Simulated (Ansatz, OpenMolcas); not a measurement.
## [AlH4]− (SMILES [H][Al-]([H])([H])[H]): the vertical detachment energy, rung by rung

[AlH4]−: 5 atoms, total charge -1, spin state singlet. As SMILES, `[H][Al-]([H])([H])[H]`. Geometry: a GFN2-xTB relaxation, a rough one for these elements and not checked as a minimum.

Each level gives the vertical detachment energy (to the doublet neutral) (eV). The values are calculated.

| level | kind | program | value (eV) | less FCI/6-31G | CPU time (all runs) |
| --- | --- | --- | --- | --- | --- |
| SVWN5/6-31G | LDA | Ansatz | 4.13 | -0.05 | 3.2 s |
| BLYP/6-31G | GGA | Ansatz | 3.98 | -0.20 | 5.4 s |
| CAM-B3LYP/6-31G | range-separated hybrid | Ansatz | 4.61 | +0.43 | 6.9 s |
| wB97M-V/6-31G | range-separated hybrid | Ansatz | 4.60 | +0.42 | 51 s |
| B2PLYP/6-31G | double hybrid | Ansatz | 4.46 | +0.28 | 7.9 s |
| RPA@PBE/6-31G | RPA | Ansatz | 3.31 | -0.87 | 6.7 s |
| BCCD(T)/6-31G | coupled cluster or CI | Ansatz | 4.20 | +0.02 | 0.9 s |
| FCI/STO-3G, open shells restricted | exact in the basis | OpenMolcas | 0.41 | -3.77 | 4 s |
| FCI/6-31G | exact in the basis | Ansatz | 4.18 | 0.00 | 24 s |

FCI/6-31G is exact within its basis and frozen core, so for wave-function methods in that basis the difference is their error; functionals converge differently with the basis, so for them it is only a difference. Sets without diffuse functions describe the anion poorly. The values span 0.41 to 4.61 eV. All rows use very small basis sets, so none should be taken for the real molecule's value. Times are those of the runs behind each value, whatever else they computed, on shared processors of several kinds: orders of magnitude only.

The largest change comes from the orbital space, not the treatment of correlation: both full CI rows are exact in their own basis, yet detachment costs 0.41 eV in STO-3G and 4.18 eV in 6-31G. A minimal set gives each hydrogen a single 1s function of fixed size, too compact for the hydridic charge in [AlH4]−, so the anion is penalised far more than the neutral. The split valence set lets that density expand.

Within 6-31G, BCCD(T) lies only 0.02 eV above full CI, which suggests that neither state has strong multireference character at this geometry. LDA and BLYP fall below the hybrids and the double hybrid, possibly because semilocal exchange overstabilises a hole shared among equivalent Al–H bonds; RPA is lower still.

In a tetrahedral anion the electron leaves a triply degenerate, largely hydrogen-based bonding level, so the neutral is subject to Jahn–Teller distortion, and the vertical values do not show how much its relaxation would lower the adiabatic detachment energy.
